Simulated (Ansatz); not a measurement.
## Dissociation curves of BH5S (SMILES [H]B([H])([H])<-S)

BH5S: 7 atoms, total charge 0, spin state singlet. SMILES: `[H]B([H])([H])<-S`. Geometry: relaxed at GFN2-xTB.

```xyz
7

B     0.1276   -0.2172   -0.8171
S     0.1341   -0.2313    1.2224
H     0.5062    1.0375    1.4150
H    -1.1544    0.0677    1.4148
H     1.2802   -0.2170   -1.0756
H    -0.4530    0.7796   -1.0818
H    -0.4407   -1.2192   -1.0778
```

The B1–S2 distance is scanned; the parts on either side stay rigid. Basis STO-3G, 6 core orbitals frozen in the correlated methods; program Ansatz 0.2.0. FCI is exact within this basis and core. Energies in eV from each method's value at 2.040 Å; methods without a U are spin-restricted. The shape above is that at 2.040 Å.

```tsv
distance (Å)	HF	PBE	r2SCAN	wB97X	CCSDT(Q)	FCI
2.040	0.00	0.00	0.00	0.00	0.00	0.00
2.550	0.73	0.89	0.89	0.89	0.86	0.86
3.059	1.38	1.79	1.79	1.74	1.61	1.61
4.079	1.67	2.41	2.35	2.17	1.93	1.93
5.099	1.69	2.46	2.38	2.19	1.95	1.95
```

Departure from the FCI curve at its largest: HF -0.26 eV at 5.10 Å; PBE +0.51 eV at 5.10 Å; r2SCAN +0.43 eV at 5.10 Å; wB97X +0.24 eV at 5.10 Å; CCSDT(Q) within 0.005 eV. For the functionals part of the departure is owed to the small basis.

The curves describe a dative bond breaking into two closed-shell fragments, BH3 and H2S, as the sulfur lone pair withdraws from the empty boron p orbital. No electron pair has to be split between the fragments, so restricted HF levels off properly instead of climbing towards an ionic limit, and CCSDT(Q) follows FCI throughout. HF's shortfall is mainly dynamic correlation, which is greater in the complex than in the separated fragments. The functionals err the other way, PBE most and wB97X least, probably in part because they overstabilise donor–acceptor charge transfer.

Most of the FCI rise is complete by 3.059 Å, as expected for an interaction governed by orbital overlap. Its plateau of 1.95 eV, however, is far too high for borane bound to hydrogen sulfide, a weak adduct. Basis-set superposition in the minimal basis is the likely main cause, with a further contribution from BH3 being held pyramidal rather than relaxing to planarity. With no points inside 2.040 Å, the curves do not establish each method's equilibrium bond length.
